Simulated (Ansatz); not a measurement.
# Swapping OH for Br on Sn: the atomisation energy

Gas-phase molecules. On one Sn centre that keeps H, n of the OH ligands are replaced by Br. The atomisation energy (no zero-point term) y in kJ/mol at CCSD(T)/def2-TZVPP. Shapes: PBE0-D4/def2-TZVP. Flexible molecules stand in one conformer, not always the lowest. Programs: Ansatz 0.2.0.

```
  molecule  n  y (kJ/mol)
  SnH(OH)3  0        2577
SnH(OH)2Br  1        2091
SnH(OH)Br2  2           ?
    SnHBr3  3        1111
```

Fit y = c + s·n to the known rows and predict SnH(OH)Br2.


1. Means of the 3 rows: n = 1.33333, y = 1926.3.
2. Σ(Δn)² = 4.6667, Σ(Δn·Δy) = -2281.3, so the slope is -2281.3/4.6667 = -488.85.
3. Intercept: 1926.3 − (-488.85) × 1.33333 = 2578.1. The largest residual of the fit is 1.7.
4. SnH(OH)Br2: 2578.1 + (-488.85) × 2 = 1600 kJ/mol.

The run gave 1603 kJ/mol, so the prediction is off by -3 kJ/mol, more than the largest residual. The steps are nearly additive. The slope is the difference between a Sn–Br and a Sn–OH bond with the ligands’ own bonds. Other levels give for SnH(OH)Br2: BHLYP-D4/def2-TZVPP 1561; PBE0-D4/def2-TZVPP 1629; r2SCAN0-D4/def2-TZVPP 1611 kJ/mol. Spin-orbit coupling of the free atoms (OH 0, Br 15 kJ/mol each; the atoms kept shift only the intercept) is left out. Coupled cluster in double- or triple-zeta sets underbinds by a few per cent against its basis-set limit. For atoms past krypton def2 sets carry core potentials with scalar relativity. Relativity is left out for Br. Outer-core shells of Br, Sn are correlated, in sets that cover them unevenly.

Each replacement of OH by Br lowers the atomisation energy by nearly the same amount, but the slope of -488.85 kJ/mol mustn't be read as the gap in strength between Sn–O and Sn–Br bonds. Most of it is the O–H bond, which leaves the count with the hydroxyl ligand. The smaller remainder fits a stronger, more polar Sn–O bond, as expected from oxygen's higher electronegativity and compact valence orbitals.

The near-additivity suggests that the ligands perturb one another only weakly through tin. The loss per step does grow slightly along the series, so the mixed molecules lie a little above the line between the end members. Ligand coupling through tin, O–H···Br contacts or the choice of hydroxyl conformer could each account for so small an effect. With three points and two fitted parameters, the largest residual of 1.7 is a poor guide to the prediction error. The falling atomisation energy doesn't show that the bromides hydrolyse readily, since that balance also involves water and HBr.
